**Q:** I have eight calculated energies for one chlorosilane molecule, and the labels have come off. Each is the energy of the triplet less that of the singlet, with the atoms held still. Can you tell which method gave which?

Spin gap of neutral chlorosilane, SiH3Cl, from tight binding in xtb and from Hartree-Fock, Kohn-Sham DFT and frozen-core CCSD(T) in OpenMolcas. Each value is the triplet's total energy less the singlet's, both at the same PBE0-D4/def2-TZVP geometry, with no zero-point term. Reference determinants are given as singlet / triplet. Candidates: GFN1-xTB (xtb), BLYP aug-cc-pVDZ (OpenMolcas), GFN0-xTB (xtb), HF aug-cc-pVDZ (OpenMolcas), r2SCAN aug-cc-pVDZ (OpenMolcas), TPSS aug-cc-pVDZ (OpenMolcas), revPBE aug-cc-pVDZ (OpenMolcas), GFN2-xTB (xtb).

```tsv
row	energy difference (eV)
A	5.894
B	6.748
C	6.221
D	7.498
E	6.505
F	6.524
G	6.796
H	7.280
```

**A:** Some of them. The singlet has all its electrons paired. To make the triplet, one electron must leave a high occupied orbital, essentially a chlorine lone pair, for an empty one. A first estimate is therefore the singlet's orbital gap, from highest occupied to lowest empty orbital, which I can look up for each candidate. How each method departs from that gap is the real clue.

**Q:** Which method is easiest to place?

**A:** GFN0-xTB. It isn't self-consistent, so its orbitals don't respond when the electron moves, and it has no energy term for parallel spins. Only a small entropy term remains. The molecule's threefold axis makes two lone-pair orbitals equal in energy, and the hole is shared between them, half in each. With $\Delta E$ the triplet-singlet difference, $g$ the orbital gap, $k_B$ Boltzmann's constant and $T$ the electronic temperature,

$$\Delta E = g - 2k_BT\ln 2 .$$

I assume the usual 300 K, for which the last term is 0.036 eV. The orbital gap is 5.930 eV, so $\Delta E = 5.930 - 0.036 = 5.894$ eV. That is row A, with nothing fitted.

**Q:** Wouldn't GFN2-xTB fit as well?

**A:** Its orbital gap is almost the same, 5.92 eV, but its charges respond to the excitation. Displacing charge between atoms costs energy beyond the orbital gap, and relaxation normally recovers only part of that cost. GFN2 should therefore lie above GFN0, and C is the natural place. By the same argument GFN1-xTB, with an orbital gap of 7.10 eV, belongs high up, at H or D.

**Q:** And the density functionals?

**A:** In Kohn-Sham theory the occupied and empty orbitals feel the same potential, so their gap already resembles an excitation energy. Two labelled results support this: SVWN5 gives 6.401 eV and PBE 6.459 eV, each within 0.1 eV of its orbital gap. The other two functionals that use no more than the density and its gradient, revPBE and BLYP, should then be E and F. I can't order them: the rows differ by only 0.02 eV, less than the estimate can resolve.

**Q:** That leaves B and G for TPSS and r2SCAN?

**A:** Probably. TPSS has an orbital gap of 6.86 eV, which suits either row. For r2SCAN it is 7.31 eV, which taken literally points to H. But a functional that depends on the kinetic-energy density tends to widen the orbital gap more than it raises the total-energy difference, so I prefer G. That is a lean, not a proof.

**Q:** Then Hartree-Fock and GFN1 share D and H. Which is which?

**A:** The orbital gap is no help for Hartree-Fock. Its empty orbital feels all the electrons of the intact molecule and none of the attraction of the hole left behind, so the gap is a huge 13.3 eV. For GFN1, borrowing the rise seen in GFN2 gives 7.40 eV, about midway between the two rows.

One rule remains. Correlation usually stabilises a closed-shell singlet more than a triplet, so Hartree-Fock should fall below CCSD(T), which gives 7.326 eV. That would make H Hartree-Fock and D GFN1, but I would call this pair ambiguous.

**Q:** Here are the labels.

The rows with their labels:

```tsv
level (program)	reference determinants	relativity	energy difference (eV)
GFN0-xTB (xtb)	n/a	n/a	5.894
GFN2-xTB (xtb)	n/a	n/a	6.221
SVWN5 aug-cc-pVDZ (OpenMolcas)	RKS / UKS	none	6.401
PBE aug-cc-pVDZ (OpenMolcas)	RKS / UKS	none	6.459
revPBE aug-cc-pVDZ (OpenMolcas)	RKS / UKS	none	6.505
BLYP aug-cc-pVDZ (OpenMolcas)	RKS / UKS	none	6.524
TPSS aug-cc-pVDZ (OpenMolcas)	RKS / UKS	none	6.748
r2SCAN aug-cc-pVDZ (OpenMolcas)	RKS / UKS	none	6.796
GFN1-xTB (xtb)	n/a	n/a	7.280
CCSD(T) aug-cc-pVDZ (OpenMolcas)	RHF / ROHF	none	7.326
HF aug-cc-pVDZ (OpenMolcas)	RHF / UHF	none	7.498
```

**A:** A and C are right, and so are the two pairs of functionals. The last pair is the wrong way round: Hartree-Fock lies 0.17 eV above CCSD(T). Its triplet may have settled in a solution that isn't the lowest, or the rule may simply fail here. A search from other starting orbitals could test the first of these.

**Q:** GFN1 comes closest to CCSD(T). Should I trust it for triplets?

**A:** Not on this evidence. It leaves out the exchange energy that stabilises parallel spins, and its high value mostly reflects its wide orbital gap. GFN2 has the same omission and lands about 1.1 eV below CCSD(T).

**Q:** At least the step up from BLYP to TPSS shows what a better functional does?

**A:** Only in part. The triplets of SVWN5, PBE, revPBE and BLYP have a dipole of about 2 debye across the silicon-chlorine axis; for TPSS and r2SCAN that component is at most about 0.4 debye. The electrons are therefore arranged differently, and the step of 0.22 eV may mix a change of functional with a change of state. It also weakens my orbital-gap clue. Such a sideways dipole suggests that the excited electron's orbital has changed shape, so the close match for the first four functionals may owe something to effects that cancel. The printed analysis after this text sets all the triplet gaps beside the orbital gaps.

**Q:** We use chlorosilanes as silicon precursors. What does the spread mean for us?

**A:** The methods differ by 1.6 eV from lowest to highest, which matters if you estimate how readily electrons in a plasma excite the molecule to its triplet. Ultraviolet light hardly does so directly, because the spin would have to change. The spread says nothing direct about thermal deposition, which depends on barriers along a reaction path. Even the CCSD(T) value is for frozen atoms and a small basis, and its triplet wasn't checked to be the lowest one, so treat it as a guide rather than a final answer.

Output of the analysis:

```
Triplet gap and singlet orbital gap in eV:
                               row  triplet gap  orbital gap  triplet less orbital gap
                    GFN0-xTB (xtb)        5.894         5.93                   -0.0359
                    GFN2-xTB (xtb)        6.221         5.92                    0.3008
    SVWN5 aug-cc-pVDZ (OpenMolcas)        6.401        6.334                   0.06724
      PBE aug-cc-pVDZ (OpenMolcas)        6.459        6.478                   -0.0186
   revPBE aug-cc-pVDZ (OpenMolcas)        6.505        6.523                  -0.01825
     BLYP aug-cc-pVDZ (OpenMolcas)        6.524        6.424                   0.09978
     TPSS aug-cc-pVDZ (OpenMolcas)        6.748        6.863                    -0.115
   r2SCAN aug-cc-pVDZ (OpenMolcas)        6.796        7.305                   -0.5092
                    GFN1-xTB (xtb)         7.28        7.096                    0.1842
  CCSD(T) aug-cc-pVDZ (OpenMolcas)        7.326        13.33                    -6.002
       HF aug-cc-pVDZ (OpenMolcas)        7.498        13.33                     -5.83
Entropy term of the shared hole at 300 K in eV: 0.03584
GFN0 predicted triplet gap in eV: 5.894
GFN0 prediction less table value in eV: 6.152e-05
GFN2 rise above orbital gap less entropy term in eV: 0.3366
GFN1 rise above orbital gap less entropy term in eV: 0.22
GFN1 guess with the rise of GFN2 in eV, then its distance below HF value, then above GFN1 value: 7.397, 0.1014, 0.1166
HF less CCSD(T) in eV: 0.172
Lowest meta-GGA less highest of LDA and GGAs in eV: 0.224
BLYP less revPBE in eV, triplet gap then orbital gap: 0.019, -0.09903
r2SCAN less TPSS in eV, triplet gap then orbital gap: 0.048, 0.4421
Semilocal shortfall against CCSD(T) in eV, smallest then largest: 0.53, 0.925
Triplet dipole across Si-Cl in debye, least of LDA and GGAs then most of meta-GGAs then HF: 1.971, 0.4079, 0.1084
```
